**Question: Why do five hybrid functionals disagree about the pressure in one and the same GaN crystal?**

I am comparing hybrid functionals for cubic (zincblende) gallium nitride. The atoms and the cell are identical in all five calculations, and only the functional and its plane-wave cutoff change. A positive pressure means that the crystal is squeezed and would like to expand, a negative one that it would like to shrink.

Hybrid-functional DFT with Ansatz 0.2.0 (plane waves, PAW, 6×6×6 k mesh) for zincblende GaN, with the cell and atoms fixed at the r2SCAN geometry. Pressure is positive in compression and rounded to 0.1 GPa.

```
functional  wave cutoff  pressure (GPa)
  DDH-PBE0       420 eV           1.800
     HSE06       420 eV           0.000
      PBE0       420 eV          -0.200
   r2SCAN0       500 eV          -3.700
   r2SCANh       500 eV          -1.500
```

I first thought that more exact exchange simply means a smaller crystal. But PBE0 and r2SCAN0 both contain 25 % of it and lie far apart, while r2SCANh, with only 10 %, already pulls inward. The band gap is no guide either, since HSE06 and PBE0 have clearly different gaps and almost the same pressure. What sets the order, and does the zero for HSE06 mean that it is the best of the five?

**Answer**

For this crystal your first thought is right, but it holds within a family of functionals, not across families. A hybrid starts from a parent functional, here PBE or r2SCAN, and replaces a fraction of its exchange energy by exact exchange. The parent sets where the pressure starts, and the exact exchange pulls it down from there.

It matters whose cell this is. It was relaxed with plain r2SCAN, so the pressure measures how far each functional disagrees with the r2SCAN volume. The zero for HSE06 means that HSE06 agrees with r2SCAN about the size of the crystal, which is no verdict on accuracy. The disagreements are also modest as lengths: with a bulk modulus of roughly 200 GPa (a recalled value, not computed here), r2SCAN0 wants a cell edge about 0.6 % shorter and DDH-PBE0 one about 0.3 % longer.

**Why exact exchange shrinks the crystal**

Each electron keeps others of its own spin away, and the region it clears is called the exchange hole. In a bond, the exact hole spreads over both ends, wherever the electron happens to be. A semilocal functional such as PBE or r2SCAN knows only the density close to the electron, so its hole stays close too.

This error has a useful side. Real electrons also avoid each other through correlation: when one is at the left end of a bond, the other tends to be at the right. A hole that stays near its electron imitates this avoidance, which lowers the energy more the longer the bond becomes. Semilocal exchange therefore makes long bonds cheap.

A hybrid gives up part of that imitation, and its semilocal correlation does not put it back. Stretching now costs more energy, the preferred bond is shorter, and in a fixed cell the pressure falls. The table shows the fall in both families, about 2 GPa from DDH-PBE0 to PBE0 and from r2SCANh to r2SCAN0. The explanation by the exchange hole is theory, since the calculations give only the total pressure. It is also cleanest for a covalent bond, and the Ga–N bond is partly ionic. In a strongly ionic crystal the pull is expected to be weaker and to depend more on the parent, so it is no law for every hybrid.

**A prediction for r2SCAN0**

The exchange energy of a hybrid is a mixture, so as long as the electron density hardly changes, the pressure should follow a straight line:

p(a) = p(parent) + a × (pressure from exact exchange − pressure from the parent's exchange)

Here p is the pressure and a the fraction of exact exchange. For r2SCAN the starting point can be assumed, though there is no plain r2SCAN row: in its own relaxed cell its pressure should be zero, up to what the relaxation left over. The r2SCANh row then fixes the slope, because 10 % of exact exchange brings −1.5 GPa. For r2SCAN0, with 25 %, the line gives 2.5 × (−1.5) = −3.75 GPa.

The calculation gives −3.7 GPa, a value that played no part in the prediction. The miss of 0.05 GPa owes its small size to the rounding of the table. With the unrounded pressures it is 0.15 GPa, still little beside the pull itself, and too little to interpret when the stresses are only loosely converged. The agreement supports the straight line and the assumed zero taken together, though not any particular reason for the slope. It also settles why r2SCANh is negative with so little exact exchange: its family starts at zero, so any amount takes it below.

**Why PBE0 is not where r2SCAN0 is**

The PBE family starts much higher. DDH-PBE0 takes its fraction from the dielectric constant of the crystal, and the exchange energies of the two runs put it at about 17 %, against 25 % in PBE0. The line through these two rows, continued to no exact exchange, gives plain PBE a pressure of about +6 GPa in this cell. Two rows fix a line without testing it, and there is no PBE row, so this is an estimate.

Its sign is what PBE is known for. PBE exchange lowers the energy where the density varies strongly, and for solids it does so too generously. Pulling atoms apart makes the density more uneven, so PBE rewards expansion and makes most crystals too large. r2SCAN also uses the kinetic-energy density of the electrons, which lets it tell a bond from a thinning tail of density, and it usually gives better volumes.

PBE0 thus ends near zero because two large tendencies almost cancel: the parent pushes outward and the exact exchange pulls inward. r2SCAN0 has a weaker pull but almost no push to oppose it, and ends 3.5 GPa lower. The two families also differ in cutoff, so the 3.5 GPa is not a pure effect of the parent. A lower cutoff is expected to lower the pressure, so it would narrow this distance rather than create it.

The strength of the pull thus depends on the parent. Ten per cent of exact exchange lowers the pressure by about 2.5 GPa in the PBE family and by 1.5 GPa in the r2SCAN family. The exact exchange is nearly the same in both families, so by the formula above this difference of slopes is the difference between the two parent exchanges: scaled to the whole exchange, that of PBE pushes about 10 GPa harder than that of r2SCAN. This is more than the 6 GPa between the parents, so something else takes back about 4 GPa. PBE correlation is expected to do so, since its gradient term opposes that of PBE exchange and pulls inward more strongly than r2SCAN correlation does. The lower cutoff of the PBE family (420 against 500 eV) would act in the same direction, the PBE line is itself uncertain, and these five rows do not separate the contributions.

**Why HSE06 agrees with PBE0 on pressure but not on the gap**

HSE06 also uses 25 % of exact exchange, but only for the short-range part of the repulsion between electrons. At long range it keeps PBE exchange. The two pressures differ by 0.2 GPa, which is too little to interpret because the stress was only loosely converged and unscreened exact exchange converges more slowly with the k mesh. The gaps differ by 0.7 eV.

The long-range part of the repulsion is smooth and varies little over the length of a bond. For such a flat interaction the shape of the exchange hole hardly matters, only how much charge is missing there. In every proper exchange hole exactly one electron is missing, whether the hole is exact or semilocal. Swapping one for the other at long range therefore changes the total energy in nearly the same way at every volume, and the pressure barely notices.

The gap notices because it compares filled with empty levels. Exact exchange lowers a filled level, whose electron belongs to the crystal and has its own hole, but it gives hardly any such help to an empty one. A semilocal potential shifts both kinds alike. Adding the long-range part therefore drives them apart: from HSE06 to PBE0 the top of the filled bands sinks by about 0.4 eV and the bottom of the empty bands rises by about 0.3 eV.

DDH-PBE0 provides the opposite case. Its gap of 3.05 eV almost equals the 3.01 eV of HSE06, yet its pressure is 1.8 GPa higher. It has exact exchange at all distances, which helps the gap, but less of it at short range, where the bond length is decided. The depth of the Ga 3d level tells the same story. Long-range exact exchange lowers this level and the top of the filled bands by nearly the same amount, so the distance between them depends mainly on the short range: it is 15.4 eV in both HSE06 and PBE0, but only 14.7 eV in DDH-PBE0.

One might instead let the pressure follow the total exact-exchange energy, of which HSE06 keeps 89 % of the PBE0 value. The PBE line would then put HSE06 at about +0.5 GPa, where the calculation gives zero. That favours the short-range view, but with loosely converged stresses it is a hint and not a proof.

**How to place another hybrid in this cell**

Ask first what pressure the parent would have, then go down in proportion to the exact exchange at short range, with the slope of that parent's family. An r2SCAN hybrid with 20 %, for instance, should come out near −3 GPa, between the two that you have. A functional picked for its gap can still have the wrong volume, so the two properties need separate checks. The output below lists the slopes and the comparisons used here.

Numerical output:

```
Pressure and rough change of edge wanted:
       row  pressure_GPa  edge_change_percent  gap_eV
  DDH-PBE0           1.8                  0.3   3.048
     HSE06             0                    0   3.005
      PBE0          -0.2             -0.03333     3.7
   r2SCAN0          -3.7              -0.6167   3.991
   r2SCANh          -1.5                -0.25   2.883
Exact exchange in DDH-PBE0 from the energy ratio (percent): 16.85
Change of pressure from DDH-PBE0 to PBE0 (GPa): -2
Change of pressure from r2SCANh to r2SCAN0 (GPa): -2.2
PBE family, change per 10 percent exact exchange (GPa): -2.455
r2SCAN family, change per 10 percent exact exchange (GPa): -1.467
r2SCAN0 predicted from r2SCANh and zero at no exact exchange (GPa): -3.75
Miss of that prediction, predicted less computed (GPa): -0.05
r2SCAN line continued to no exact exchange (GPa): -0.03333
PBE line continued to no exact exchange (GPa): 5.937
Change from DDH-PBE0 to PBE0 if the r2SCAN slope held (GPa): -1.195
PBE0 less r2SCAN0 at equal 25 percent (GPa): 3.5
HSE06 less PBE0 pressure (GPa): 0.2
Share of PBE0 exact-exchange energy kept by HSE06 (percent): 89.23
HSE06 pressure if only that energy counted (GPa): 0.4609
PBE0 less HSE06 gap (eV): 0.6947
Ga 3d depth in DDH-PBE0 (eV): 14.69
Ga 3d depth in HSE06 (eV): 15.37
Ga 3d depth in PBE0 (eV): 15.41
```
